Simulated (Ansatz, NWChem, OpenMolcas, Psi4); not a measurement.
Errors in the dipole moment

9 molecules with halogens; the dipole moment in D, computed less measured. Shapes, held fixed at every level: PBE0-D4/def2-TZVP. No vibrational averaging. Dipoles are compared by magnitude; molecules under 1 D, whose direction can flip, are left out. Programs: Ansatz 0.2.0, NWChem 7.3.0, OpenMolcas 26.06, Psi4 1.11. A level may come from different programs for different species; with the same settings they agree closely. Measured values: NIST CCCBDB.

Levels: A = PBE/aug-cc-pVDZ; B = r2SCAN-D4/def2-TZVPP; C = B3LYP/6-31G* (Cartesian functions).

```
                     molecule  measured      A      B      C
      HOF (hypofluorous acid)      2.23  -0.41  -0.30  -0.26
     CH2Cl2 (dichloromethane)      1.60  +0.01  +0.06  +0.21
         CH2ClF (SMILES FCCl)      1.82  -0.09  -0.05  +0.03
      CH2F2 (difluoromethane)      1.97  -0.19  -0.17  -0.28
CHBrF2 (bromodifluoromethane)      1.50  -0.19  -0.14  -0.11
        SiH3Cl (chlorosilane)      1.31  -0.01  -0.09  +0.37
 C2H2F2 (vinylidene fluoride)      1.38  -0.30  -0.34  -0.43
       C2H3Br (vinyl bromide)      1.42  -0.05  +0.03  +0.12
           C2H5F (SMILES CCF)      1.96  -0.13  -0.13  -0.26
```

**Question.** Sum up the errors.

**Answer.** 
```
                             level           kind  mean error  mean absolute error  worst case
                   PBE/aug-cc-pVDZ            GGA      -0.151                0.153         HOF
              r2SCAN-D4/def2-TZVPP       meta-GGA      -0.126                0.146      C2H2F2
B3LYP/6-31G* (Cartesian functions)  global hybrid      -0.068                0.230      C2H2F2
```

On this set r2SCAN-D4/def2-TZVPP has the smallest mean absolute error and B3LYP/6-31G* (Cartesian functions) the largest. PBE/aug-cc-pVDZ is too low in 8 of 9; r2SCAN-D4/def2-TZVPP is too low in 7 of 9. The tabulated value of HOF is in doubt (older tables, estimates, or at odds with other calculations) and kept here. Over the 8 molecules whose values aren't doubted the mean absolute errors are A 0.121; B 0.126; C 0.226. The smallest two are near a tie. Relativity is left out for Br. The set is small.

The small mean error of B3LYP/6-31G* comes from cancellation, not accuracy. Its dipoles are too high for the three molecules without fluorine, by as much as 0.37 D in chlorosilane, and too low for the fluorinated ones, except CH2ClF, where the two tendencies nearly offset. The compact basis is the probable cause: without diffuse functions and with only one polarization shell on the heavy atoms, it describes the outer density of the halogens unevenly.

With PBE and r2SCAN, the molecules without fluorine lie close to experiment, while every fluorinated one comes out too low. Vinylidene fluoride has the largest error at all three levels among the molecules with undisputed reference values. There, π donation from the fluorine lone pairs into the double bond opposes the σ withdrawal, so slightly excessive delocalization would reduce the dipole. Since functional and basis change together, the larger scatter of B3LYP/6-31G* is no evidence against exact exchange.
